Thomas-Fermi series capacitance of a metal electrode: one mode, a ladder of planes, and the Pt/SrTiO3/Pt capacitor

1. Conventions and general statement

Planar geometry, all capacitances, charges and energies per unit area. q > 0 is the elementary charge. The metal fills x > 0, the dielectric x < 0. ε_m = k_m ε0 is the background permittivity of the metal, that is, the polarisation of everything not counted among the screening electrons. g = dn/dE_F is the density of states per volume and energy at the Fermi level, both spins. φ(x) is the induced electrostatic potential, zero deep in the metal. The electrochemical potential is uniform in each electrode, and the applied voltage V fixes the difference between electrodes.

Local linear response: the electron potential energy is −qφ, so the local Fermi energy rises by qφ, δn = g qφ and ρ = −q²g φ. Poisson's equation ε_m φ″ = −ρ becomes

φ″ = φ/λ²,  λ² = ε_m/(q²g).

The bounded solution is φ = φ0 exp(−x/λ). Its charge is σ = ∫ρ dx = −q²g λ φ0 = −ε_m φ0/λ. Hence φ0 = −σλ/ε_m: the surface of a positively charged electrode lies below its interior by σλ/ε_m. Each electrode adds a series capacitance

C_s = ε_m/λ = √(ε_m q² g).

With charges ±σ on two like electrodes and a linear dielectric of thickness t and permittivity ε_ox = k ε0, the work functions cancel and V = σ(t/ε_ox + 2λ/ε_m):

1/C = t/ε_ox + 2λ/ε_m  (metal/insulator/metal),
1/C = t/ε_ox + λ/ε_m  (one metal gate; the semiconductor side adds its own term).

Consequences.
(a) For a degenerate parabolic band n ∝ E_F^(3/2), so g = 3n/(2E_F) and λ² = 2ε_m E_F/(3nq²). This second form holds for that band only.
(b) Define the vacuum-equivalent length ℓ = λ/k_m = √(ε0/(k_m q² g)). Only the product k_m g enters. A larger background permittivity lengthens λ as √k_m but shortens ℓ as 1/√k_m.
(c) With EOT defined by C = 3.9 ε0/EOT (3.9 is the typical relative permittivity of SiO2, used by convention), the penalty is ΔEOT = 3.9 ℓ per electrode, whatever the dielectric.
(d) As t → 0, C tends to ε_m/λ with one screening electrode and to ε_m/(2λ) with two. The limit is formal, since tunnelling shorts the film first.

2. Smallest model: one mode

Fix σ and minimise the energy of the charge profile. Let D(x) = ∫ρ dx′ from x to ∞, so that D(0) = σ, D(∞) = 0 and ρ = −D′. By Gauss's law |D| is the magnitude of the displacement field. Two terms:

field energy ∫D²/(2ε_m) dx,
band energy ∫δn²/(2g) dx = ∫ρ²/(2q²g) dx.

The band term is the second-order cost of filling or emptying states near E_F; the first-order cost is balanced by the reservoir that fixes the electrochemical potential. With 1/(q²g) = λ²/ε_m,

U = (1/2ε_m) ∫(D² + λ²D′²) dx,  and U = σ²/(2C_s) at the minimum.

One basis function: ρ = σκ exp(−κx), D = σ exp(−κx), with κ free. The integrals are σ²/(2κ) and λ²σ²κ/2, so

2ε_m U/σ² = 1/(2κ) + λ²κ/2.

The derivative vanishes at κ = 1/λ, where the sum is λ/2 + λ/2 = λ. So 1/C_s = λ/ε_m, the general statement, from a single mode. Half of the stored energy is field energy and half is band energy.

The mode is exact. Complete the square: D² + λ²D′² = (D + λD′)² − λ(D²)′. The last term integrates to +λσ², so

2ε_m U = λσ² + ∫(D + λD′)² dx ≥ λσ²,

with equality only for D′ = −D/λ. Any other profile gives a larger 1/C_s. Example: uniform charge over a depth w has D = σ(1 − x/w) and 2ε_m U/σ² = w/3 + λ²/w. The minimum lies at w = √3 λ and equals 2λ/√3 = 1.155 λ.

A reading that does not rely on local response: integrating Poisson's equation twice gives φ(∞) − φ(0) = σ x̄/ε_m, where x̄ = ∫xρ dx/σ is the centroid of the induced charge, provided all charge lies in the medium ε_m. So 1/C_s = x̄/ε_m. The exponential has x̄ = λ. Thomas-Fermi theory is one estimate of where the centroid sits.

3. Ladder of N atomic planes

The one-mode model is a continuum. To test it, put the screening charge on N planes of spacing d, at x_j = (j − ½)d, j = 1 … N. The edge x = 0 then lies half a spacing in front of plane 1, and each plane represents a slab of thickness d. Each plane has the state capacitance C_q = q²g d, so σ_j = −C_q φ_j, with φ_j counted from the potential at which the plane is neutral. Neighbours couple through C_g = ε_m/d. One parameter:

s = C_q/C_g = d²/λ².

No field leaves the back of plane N. Define the length λ_N by −φ(0) = σλ_N/ε_m, so that 1/C_s = λ_N/ε_m.

N = 1. All charge sits on the plane: −φ1 = σ/C_q, and the half gap adds σd/(2ε_m).
λ_1 = d/2 + λ²/d.

N = 2. The field between the planes is set by σ2 alone: φ2 − φ1 = σ2 d/ε_m. Inserting φ_j = −σ_j/C_q gives σ1 − σ2 = sσ2, so σ1/σ = (1 + s)/(2 + s).
λ_2 = d/2 + (λ²/d)(1 + s)/(2 + s).

Any N. Gauss's law at plane j is φ_(j+1) − 2φ_j + φ_(j−1) = sφ_j. Here φ_(N+1) = φ_N closes the back, and φ_0 is an auxiliary value that continues the field in front of plane 1, with φ_1 − φ_0 = σd/ε_m and φ(0) = (φ_0 + φ_1)/2. Solutions go as exp(±jθ) with 2cosh θ − 2 = s, that is

sinh(θ/2) = d/(2λ).

The back condition selects φ_j = −A cosh[(N + ½ − j)θ]. Then −φ(0) = A cosh(Nθ) cosh(θ/2) and φ_1 − φ_0 = 2A sinh(Nθ) sinh(θ/2). The ratio gives

λ_N = (d/2) coth(θ/2) coth(Nθ).

Equivalently, for N ≥ 2, λ_N = d[½ + (M⁻¹)_11], with M tridiagonal, off-diagonal elements −1, diagonal 2 + s except for 1 + s in the two corners.

Thick electrode. coth(Nθ) → 1 and coth(θ/2) = √(1 + 4λ²/d²):

λ_∞ = √(λ² + d²/4).

The fraction of σ on plane 1 is 1 − exp(−θ).

Comparison with the general statement. For d ≪ λ, λ_∞ = λ(1 + d²/(8λ²) + …): the Thomas-Fermi result, with a correction of second order in d/λ. At fixed electrode thickness L = Nd, θ → d/λ and λ_N → λ coth(L/λ), the continuum result for a thin electrode with a field-free back face. For d ≫ λ, λ_∞ → d/2 + λ²/d = λ_1. One plane screens everything and the dependence on g changes from g^(−1/2) to a constant plus a term in 1/g. If the dielectric begins at a distance w in front of plane 1 instead of d/2, the gap having permittivity ε_m, the result is λ_∞ − d/2 + w.

4. Inputs

Measured, compiled values for bulk SrTiO3: static dielectric constant k = 310 at room temperature (Hong 2013), high-frequency constant 5.2 (Pishtshev 2010), lattice constant 0.3905 nm (Zhang 2017). The film interior is assumed to keep the bulk k at small signal.

Pt: typical fcc lattice constant a = 0.392 nm. Atom density 4/a³ = 6.64×10²⁸ m⁻³. (001) plane spacing d = a/2 = 0.196 nm, d/2 = 0.098 nm. Pt is a d-band metal, so no single free-electron description fits. Three assumed input sets:

I. One free electron per atom, free mass, k_m = 1. k_F = (3π²n)^(1/3) = 12.53 nm⁻¹, E_F = ħ²k_F²/(2m) = 5.98 eV, g = 3n/(2E_F).
II. All states at E_F screen locally, with a typical band value of 2 states per eV and atom, k_m = 1. Its g is 7.97 times that of set I.
III. As I, with the d shell treated as a background, k_m = 8. This value is chosen so that k_m g nearly equals that of set II.

The tables keep up to three figures so that the models can be compared with one another. They are the model's numbers; section 8 shows that their physical content is an order of magnitude.

Continuum (one mode):

set | g (J⁻¹m⁻³) | λ (nm) | ℓ (nm) | C_s (F/m²) | ΔEOT (nm)
I | 1.04×10⁴⁷ | 0.0576 | 0.0576 | 0.154 | 0.225
II | 8.29×10⁴⁷ | 0.0204 | 0.0204 | 0.434 | 0.0796
III | 1.04×10⁴⁷ | 0.163 | 0.0204 | 0.435 | 0.0794

Sets II and III agree in C_s by construction, although their λ differ by a factor of about 8.

5. Ladder numbers

Lengths are λ_N/k_m in nm, edge at d/2.

set | s | θ | N = 1 | N = 2 | N = ∞ | λ_∞/λ | charge on plane 1
I | 11.6 | 2.60 | 0.115 | 0.114 | 0.114 | 1.97 | 93 %
II | 92.3 | 4.55 | 0.100 | 0.100 | 0.100 | 4.91 | 99 %
III | 1.45 | 1.14 | 0.0292 | 0.0243 | 0.0238 | 1.17 | 68 %

For set II the two ladder elements are C_q = 4.17 F/m² and C_g = 0.0452 F/m².

Reading.
– Convergence in N is fast: two planes are within a few per cent of a thick electrode in every set. Electrode thickness plays no part in practice.
– Set III has λ comparable to d, and the ladder lies 17 % above the continuum. The general statement holds at that level.
– Sets I and II have λ well below d/2. The ladder result is then mostly the geometric half gap, and it exceeds the continuum by factors of about 2 and 5. Sets II and III, alike in the continuum, differ by a factor of 4.2 in the ladder.
– Collapsing the charge of a slab onto its central plane is as extreme as smearing it into a continuum. Moving the edge onto plane 1 (w = 0) turns 0.100 nm into 0.0021 nm for set II. The continuum value 0.0204 nm lies between the two.

6. The Pt/SrTiO3/Pt capacitor

1/C = (t/k + 2ℓ)/ε0. The apparent permittivity, defined by C = k_eff ε0/t, is

k_eff = k/(1 + t*/t),  t* = 2kℓ.

t* is the film thickness at which the electrodes halve the capacitance. Set II gives t* = 12.6 nm, about 32 unit cells of SrTiO3; set I gives 35.7 nm. A length a tenth of an atomic spacing matters because it is multiplied by 2k = 620.

t (nm) | ideal kε0/t (F/m²) | C, set II (F/m²) | k_eff, set II | k_eff, set I
5 | 0.549 | 0.156 | 88 | 38
20 | 0.137 | 0.0841 | 190 | 111
100 | 0.0274 | 0.0244 | 275 | 228

The cap ε_m/(2λ) is 0.217 F/m² for set II and 0.0769 F/m² for set I. At t = 5 nm set II already stands at 72 % of its cap, so further thinning gains little. At t = 20 nm the two electrodes take 39 % of the applied voltage.

A plot of 1/C against t is a straight line of slope 1/(kε0) and intercept 2ℓ/ε0 = 4.61 m²/F (set II). The intercept of a real thickness series sums every interface term; it does not isolate the metal.

The same film with the ladder of set II: k_eff(20 nm) = 76 for the edge at d/2 and 291 for the edge on plane 1. One input set thus spans most of the range up to 310, depending on a placement of 0.098 nm.

7. The same electrode as a MOS gate

Assumed stack: Pt gate, 2.0 nm HfO2 with typical k = 20, 0.5 nm SiO2, silicon. EOT = 0.5 nm + 3.9 × 2.0 nm/20 = 0.89 nm and C_ox = 0.0388 F/m². One electrode of set II raises the EOT to 0.970 nm and lowers the capacitance to 0.0356 F/m², a loss of 8 %. The penalty is fixed while EOT scales, so its relative weight ΔEOT/(EOT + ΔEOT) grows as the stack is thinned.

Flat band. With no oxide charge the gate is uncharged at flat band, so φ0 = 0 and linear screening leaves V_FB equal to the work-function difference. The equilibrium surface dipole is part of the work function and not of C_s. With a fixed sheet charge Q at the SiO2/Si interface the silicon is neutral at flat band and the gate carries σ = −Q. The series formula gives

ΔV_FB = −Q(1/C_ox + 1/C_s) = −Q(EOT + ΔEOT)/(3.9 ε0).

For an assumed 10¹⁶ positive elementary charges per m², the oxide term is −41.3 mV and the screening term −3.7 mV. A plot of V_FB against EOT keeps its slope, and its intercept shifts by −Q/C_s. A sheet at the gate edge itself, harmless under an ideal metal, shifts V_FB by the same −Q/C_s.

8. Neglected terms and their sizes

Nonlinearity of the metal. For the parabolic band δn = n[(1 + u)^(3/2) − 1] with u = qφ/E_F. Multiplying Poisson's equation by φ′ and integrating gives, with u at the surface,

σ²/(2ε_m) = nE_F{(2/5)[(1 + u)^(5/2) − 1] − u} = nE_F(3u²/4 + u³/8 + …).

So |σ| ∝ |u|(1 + u/12) and the differential C_s carries the factor 1 + u/6. In set I, 1 V across the 20 nm capacitor gives |φ0| = 0.32 V, |u| = 0.054 and a change of 0.9 %. The sign is opposite at the two electrodes, so the first order cancels. For set II |φ0| = 0.19 V; constancy of a d-band density of states over such a shift is an assumption. The permittivity of SrTiO3 also falls with field. The tables are small-signal results at zero bias.

Nonlocal response. Local screening needs 1/λ ≪ 2k_F. In set I, y = 1/(2k_F λ) = 0.69. The static Lindhard response relative to its long-wave value, ½ + [(1 − y²)/(4y)] ln|(1 + y)/(1 − y)|, is 0.82 at this wavevector.

Exchange. In the free-electron gas with k_m = 1 the exchange term −q²k_F/(4π²ε0) adds to the chemical potential and multiplies 1/g by 1 − 1/(πk_F a0), a0 the Bohr radius. The correction equals y², here 0.480. λ of set I is multiplied by 0.72 and becomes 0.0415 nm.

Spill-out. Outside the surface the density of Fermi-level electrons decays over ħ/(2√(2mW)). With the compiled measured work function W = 5.91 eV of Pt(111) (Tran 2019) this is 0.040 nm against vacuum, twice ℓ of set II; a lower barrier lengthens it. The model confines the charge to x > 0. A tail moves the centroid outwards and reduces 1/C_s. Where a gap of low permittivity separates metal and oxide, the centroid can lie in it, in front of the nominal metal edge. The bound C < ε_m/λ therefore belongs to the local model and is no general theorem.

The oxide side. The large k of SrTiO3 comes from a soft polar phonon that an interface can stiffen. In the extreme case one unit cell per interface responds with 5.2 instead of 310, which adds 0.3905 nm × (1/5.2 − 1/310) = 0.074 nm to ℓ, 3.6 times the metal term of set II.

So exchange, spill-out, edge placement and the first oxide cell each change ℓ by amounts from 0.016 nm to 0.098 nm, with both signs, against continuum values of 0.0204 to 0.0576 nm.

9. What holds

Exact within linear response: the series form 1/C = t/ε_ox + Σ 1/C_s for films thick enough that the interfaces do not overlap, and the conversion ΔEOT = 3.9 ε0/C_s. Exact within the local continuum: C_s = √(ε_m q² g), carried by one exponential mode. Exact within the ladder: ε_m/C_s = √(λ² + d²/4), which reduces to the former only for d ≪ λ, a condition met well by none of the three Pt sets and roughly by set III.

The model's values for set II, C_s = 0.434 F/m² and k_eff = 190 at 20 nm, are not properties of Pt/SrTiO3. As typical knowledge, not as a measurement: interface capacitances in Pt/titanate film capacitors scatter with processing from roughly 0.1 to 1 F/m², and polycrystalline SrTiO3 films near 20 nm typically show k_eff of about 100 to 150, so the model tends to run high for such films by some tens of per cent up to a factor of two, while atomistic treatments of an ideal Pt/SrTiO3 contact typically give a C_s a few times larger than the model's.